# Carbon nanotube gap in an axial flux: the valley-sign slip

**Warning: section 2 is a wrong calculation.** It is kept because its zero-field answer is correct, so the mistake tends to survive until a magnetic field is switched on. The results to use are in section 5.

## 1. Conventions and inputs

Graphene lattice vectors, 60° apart, and the two valleys:

$$\mathbf a_1=a\left(\tfrac{\sqrt3}{2},\tfrac12\right),\quad \mathbf a_2=a\left(\tfrac{\sqrt3}{2},-\tfrac12\right),\quad a=\sqrt3\,a_{cc},\quad \mathbf K=\left(0,\tfrac{4\pi}{3a}\right),\quad \mathbf K'=-\mathbf K .$$

Hence $\mathbf K\cdot\mathbf a_1=2\pi/3$ and $\mathbf K\cdot\mathbf a_2=-2\pi/3$. The tube is rolled along $\mathbf C=n\mathbf a_1+m\mathbf a_2$, with circumference $L=a\sqrt{n^2+nm+m^2}=2\pi R=\pi d$. We write $n-m=3p+\nu$ with integer $p$ and $\nu\in\{0,\pm1\}$.

The nearest-neighbour $\pi$ bands are $E=\pm\gamma_0|f(\mathbf k)|$ with

$$|f|^2=3+2\cos\theta_1+2\cos\theta_2+2\cos(\theta_1-\theta_2),\qquad \theta_i=\mathbf k\cdot\mathbf a_i. \tag{1}$$

Expanding (1) about either valley, with $\mathbf q$ measured from the valley, gives $|f|^2=\tfrac34a^2q^2+O(q^3)$. With $\kappa$ and $k$ the components of $\mathbf q$ along $\mathbf C$ and along the axis, the k·p bands are

$$E=\pm\hbar v\sqrt{\kappa^2+k^2},\qquad \hbar v=\tfrac32\gamma_0a_{cc}. \tag{2}$$

A subband of fixed $\kappa$ has its edges at $k=0$ and a direct gap $2\hbar v|\kappa|$.

An axial field $B$ threads the flux $\Phi=\pi R^2B=\oint\mathbf A\cdot d\mathbf l$, counted positive for circulation along $+\mathbf C$. The electron charge is $-e$, so the kinetic wave vector is $\mathbf k+e\mathbf A/\hbar$. Removing $\mathbf A$ by a gauge transformation moves it into the boundary condition:

$$\psi(\mathbf r+\mathbf C)=e^{2\pi i\varphi}\,\psi(\mathbf r),\qquad \varphi=\Phi/\Phi_0,\quad \Phi_0=h/e. \tag{3}$$

Inputs: typical values $a_{cc}=0.142$ nm and $\gamma_0=2.9$ eV, and a chosen field $B=30$ T. For (6,5), $n-m=1$, so $p=0$, $\nu=+1$, and $n^2+nm+m^2=91$. Later numbers are computed from unrounded intermediates.

| quantity | value |
|---|---|
| $a$ | 0.2460 nm |
| $L$, $d$, $R$ | 2.346, 0.7468, 0.3734 nm |
| $\hbar v$, $v$ | 0.6177 eV nm, $9.38\times10^5$ m/s |
| $\pi R^2$, $\Phi_0$ | 0.4381 nm², 4136 T nm² |
| field for $\varphi=1$ | $9.44\times10^3$ T |
| $\varphi$ at 30 T | $3.178\times10^{-3}$ |
| $1/(3R)$, $\varphi/R$ | 0.8927, 0.0085 nm⁻¹ |

## 2. The wrong attempt (do not reuse)

**W1.** Near K write $\psi=e^{i\mathbf K\cdot\mathbf r}u(\mathbf r)F_K(\mathbf r)$, where $u$ stands for the lattice-periodic parts of the two sublattice Bloch functions and $F_K$ for the slow envelopes. Since $\mathbf C$ is a lattice vector, $u$ is unchanged round the tube, and the Bloch phase is $e^{i\mathbf K\cdot\mathbf C}=e^{2\pi i(n-m)/3}=e^{2\pi i\nu/3}$.

**W2.** Condition (3) then gives $F_K(\mathbf r+\mathbf C)=e^{2\pi i(\varphi-\nu/3)}F_K(\mathbf r)$. For $F_K\propto e^{i\kappa x}$, with $x$ along $\mathbf C$, this is $\kappa_K=(j+\varphi-\nu/3)/R$ with integer $j$.

**W3.** "The K′ cone has the same dispersion (2), and energies depend on $\kappa^2$ only, so K′ is a copy of K": $\kappa_{K'}=(j+\varphi-\nu/3)/R$.

**W4.** At $\varphi=0$ and $\nu=\pm1$ the smallest $|\kappa|$ is $1/(3R)$, so $E_{g0}=2\hbar v/(3R)=1.103$ eV for (6,5).

**W5.** At $+30$ T both valleys have $\kappa=-0.8842$ nm⁻¹ for $j=0$, and both gaps are $E_{g0}(1-3\varphi)=1.092$ eV.

**Wrong answer:** the field shifts the whole edge rigidly, lowering the gap by 10.5 meV at $+30$ T and raising it to 1.113 eV at $-30$ T; the valleys stay degenerate and the valley splitting is zero.

## 3. The symptom

The wrong gap is $E_{g0}(1-3\varphi)$ through $\varphi=0$: it has a term odd in $B$. Time reversal forbids this. For spinless electrons $H(-B)=H(B)^*$, so if $\psi$ is an eigenstate in field $B$, then $\psi^*$ is an eigenstate of the same energy in field $-B$. The full spectrum, and the smallest gap with it, is even in $B$. With spin the time-reversal operator also flips the spin and the conclusion is unchanged. The handedness of a chiral tube offers no escape, because time reversal leaves the atomic positions alone.

Three quick tests expose the fault.

1. **Reverse the field.** The wrong gaps at $\pm30$ T differ by 21.0 meV. The activation factor $e^{-E_g/2k_BT}$ of an intrinsic tube would change by $e^{10.5\,\text{meV}/k_BT}=1.50$ at 300 K on reversal. An equilibrium carrier density, and by Onsager reciprocity the linear two-terminal conductance, must be even in $B$.
2. **Count moments at zero field.** The conduction edge $\hbar v(1/3-\varphi)/R$ has the moment $-\partial E/\partial B=+evR/2$. In W3 both valleys carry it with the same sign, so a doped tube would be orbitally magnetised at $B=0$ although its Hamiltonian is time-reversal symmetric and non-interacting.
3. **Look at the list of $\kappa R$ at $\varphi=0$.** W3 gives $\dots,-\tfrac43,-\tfrac13,\tfrac23,\tfrac53,\dots$ twice. The value $+\tfrac13$, the time-reversed partner of $-\tfrac13$, is missing.

## 4. The faulty line

W3 is at fault. Equal dispersions do not imply equal boundary conditions, because the boundary condition involves the Bloch phase, and

$$e^{i\mathbf K'\cdot\mathbf C}=e^{-i\mathbf K\cdot\mathbf C}=e^{-2\pi i\nu/3}.$$

K′ cannot be reached from K by a reciprocal lattice vector, since $(\mathbf K-\mathbf K')\cdot\mathbf a_1=4\pi/3$ is no multiple of $2\pi$. Choosing another zone corner of the same class changes nothing, because $\mathbf G\cdot\mathbf C$ is a multiple of $2\pi$.

The slip hides at $\varphi=0$ because the sets $\{j-\nu/3\}$ and $\{j+\nu/3\}$ are negatives of each other and give the same $\kappa^2$. It is legitimate to flip the sign of $\kappa$ in K′ so that $\nu$ enters alike in both valleys, but the flux then flips too: $-(j+\varphi+\nu/3)=(-j)-\varphi-\nu/3$. What matters is the relative sign of $\varphi$ and $\nu$, and it is opposite in the two valleys. W3 amounts to flipping at zero flux and adding $+\varphi$ afterwards.

In terms of $\kappa$, time reversal sends $\mathbf K+\mathbf q$ in flux $\varphi$ to $\mathbf K'-\mathbf q$ in flux $-\varphi$, which requires $\{\kappa_{K'}(-\varphi)\}=\{-\kappa_K(\varphi)\}$. W3 meets this only if $2\nu/3$ is an integer, that is for $\nu=0$. A code tested only on metallic tubes, or only at zero field, passes with the bug inside.

## 5. The mended calculation

Repeating W1 and W2 with the phase of each valley gives

$$\kappa_{K}=\frac{j+\varphi-\nu/3}{R},\qquad \kappa_{K'}=\frac{j+\varphi+\nu/3}{R}. \tag{4}$$

Exchanging the names K and K′, or the order of $\mathbf a_1$ and $\mathbf a_2$, exchanges the two signs and leaves the spectrum alone.

**Zero flux.** For $\nu=0$, $j=0$ gives $\kappa=0$ and the tube is metallic within this flat-sheet model. For $\nu=\pm1$,

$$E_{g0}=\frac{2\hbar v}{3R}=\frac{2\cdot\frac32\gamma_0a_{cc}}{3d/2}=\frac{2\gamma_0a_{cc}}{d}. \tag{5}$$

**Finite flux, $\nu=+1$, $|\varphi|<1/6$.** The lowest subband is $j=0$ in both valleys:

$$E_g^{K}=E_{g0}(1-3\varphi),\qquad E_g^{K'}=E_{g0}(1+3\varphi),\qquad \Delta_{AB}=E_g^{K'}-E_g^{K}=6\varphi E_{g0}=evdB. \tag{6}$$

The last form follows from $6\varphi E_{g0}=4\hbar v\varphi/R$ and $\varphi=\pi R^2Be/h$. This is the Aharonov–Bohm splitting. The smallest gap is $E_{g0}(1-3|\varphi|)$, even in $B$ as required, and the mean of the two gaps does not move. For $\nu=0$ both valleys open the same gap $2\hbar v|\varphi|/R$ for $|\varphi|\le1/2$. For $\nu=+1$ the gap closes in K alone at $\varphi=1/3$ and in K′ alone at $\varphi=-1/3$, which for (6,5) means $3.15\times10^3$ T; W3 would close both at $+1/3$ and neither at $-1/3$.

**Numbers for (6,5) at $+30$ T.** $\kappa_K=-0.8842$ nm⁻¹ and $\kappa_{K'}=+0.9012$ nm⁻¹, so $E_g^K=1.092$ eV, $E_g^{K'}=1.113$ eV and $\Delta_{AB}=21.0$ meV. That is 0.70 meV/T, or 0.938 meV per tesla and per nm of diameter. Each band edge moves by $\mu_{orb}B=5.26$ meV, with $\mu_{orb}=evR/2=0.175$ meV/T $=3.03\,\mu_B$ and opposite sign in the two valleys. The two conduction edges are 10.5 meV apart, equivalent to 122 K. Non-degenerate electrons then have the valley polarisation $(n_K-n_{K'})/(n_K+n_{K'})=\tanh(\mu_{orb}B/k_BT)$, which is 0.66 at 77 K and 0.20 at 300 K. The small difference of the band masses $\hbar|\kappa|/v$ alters these by less than 0.01.

**Check without valleys.** On the lattice, (3) reads $6\theta_1+5\theta_2=2\pi\varphi$ modulo $2\pi$. Since 6 and 5 are coprime, all allowed states lie on one closed line,

$$\theta_1=\tfrac{17\pi}{91}\varphi+5t,\qquad \theta_2=\tfrac{16\pi}{91}\varphi-6t,\qquad -\pi<t\le\pi .$$

No $\nu$ has to be assigned. Inserted in (1), this line gives an $|f|^2$ that is invariant under $(\varphi,t)\to(-\varphi,-t)$. At $\varphi=0$ the minima near K and K′ lie at $t=+0.378$ and at the mirror point $-t$, each with $2\gamma_0|f|=1.091$ eV. At $+30$ T the K minimum falls to 1.081 eV and the K′ minimum rises to 1.101 eV, as (6) says and W5 does not.

## 6. Size of the error for (6,5)

Both columns use the linear model (2), so the differences are due to the slip alone.

| quantity | wrong | mended | error |
|---|---|---|---|
| gap at $B=0$ | 1.103 eV | 1.103 eV | none |
| $E_g^K$, $+30$ T | 1.092 eV | 1.092 eV | none |
| $E_g^{K'}$, $+30$ T | 1.092 eV | 1.113 eV | $-21.0$ meV |
| mean of the two gaps, $+30$ T | 1.092 eV | 1.103 eV | $-10.5$ meV |
| smallest gap, $-30$ T | 1.113 eV | 1.092 eV | $+21.0$ meV |
| valley splitting $\Delta_{AB}$ | 0 | 21.0 meV | all of it |
| valley polarisation, 77 K | 0 | 0.66 | all of it |

As a fraction of the gap the error is only 1.9 % at 30 T, which is why a band plot does not reveal it. Every quantity that measures the difference between the valleys is lost entirely, at any field.

The loss carries over to intervalley coupling. Take the singlet excitons of K and K′ as a two-level system, assume that each inherits the shift $\mp\Delta_{AB}/2$, and couple them by a short-range term $\Delta_x/2$:

$$H=\frac12\begin{pmatrix}-\Delta_{AB}&\Delta_x\\ \Delta_x&\Delta_{AB}\end{pmatrix},\qquad \Omega=\sqrt{\Delta_x^2+\Delta_{AB}^2}.$$

The eigenvalues are $\pm\Omega/2$. With $(1,1)/\sqrt2$ as the bright combination and $\Delta_x>0$, the lower state is dark at $B=0$ and has the bright weight $\tfrac12(1-\Delta_x/\Omega)$ in the field. An assumed $\Delta_x=5$ meV gives $\Omega=21.6$ meV and a weight of 0.38 at 30 T. With W3 the diagonal is proportional to the unit matrix, so the splitting stays at 5 meV and the dark state never brightens.

## 7. What the mended result still leaves out

- **Trigonal warping and higher terms of (1).** The lattice check lowers the zero-field gap by 12 meV and $\Delta_{AB}$ by 0.6 meV, or 2.7 %. The third figure of 21.0 meV is bookkeeping within the linear model.
- **Curvature.** It shifts $\kappa$ by an amount that is opposite in K and K′, as time reversal demands, so it changes $E_{g0}$ without splitting the valleys. It also opens small gaps in non-armchair $\nu=0$ tubes. The chiral angle follows from $\tan\theta=\sqrt3m/(2n+m)$, giving $\theta=27.0^\circ$ and $\cos3\theta=0.157$. A typical scaling of 40 meV nm² $\times\cos3\theta/d^2$ gives 11 meV.
- **Zeeman term.** With an assumed $g=2$, $g\mu_BB=3.5$ meV at 30 T, a third of the 10.5 meV edge splitting. It must be kept for transport levels and drops out of spin-conserving interband transitions.
- **Spin–orbit coupling.** It is typically of order 1 meV in narrow tubes and competes with $\mu_{orb}B$ at a few tesla.
- **Coulomb interaction.** The value 1.10 eV is the model's gap and not the tube's. As typical knowledge, the first optical transition of (6,5) lies around 1.3 eV and the quasiparticle gap in a dielectric surrounding around 1.7 eV, so the model is low by roughly 0.2 eV and 0.6 eV, the latter about a third. $\Delta_{AB}$ scales with $v$, so its value of about 21 meV at 30 T is likewise the model's, while the opposite valley signs in (4) rest on time reversal alone and survive all of these corrections.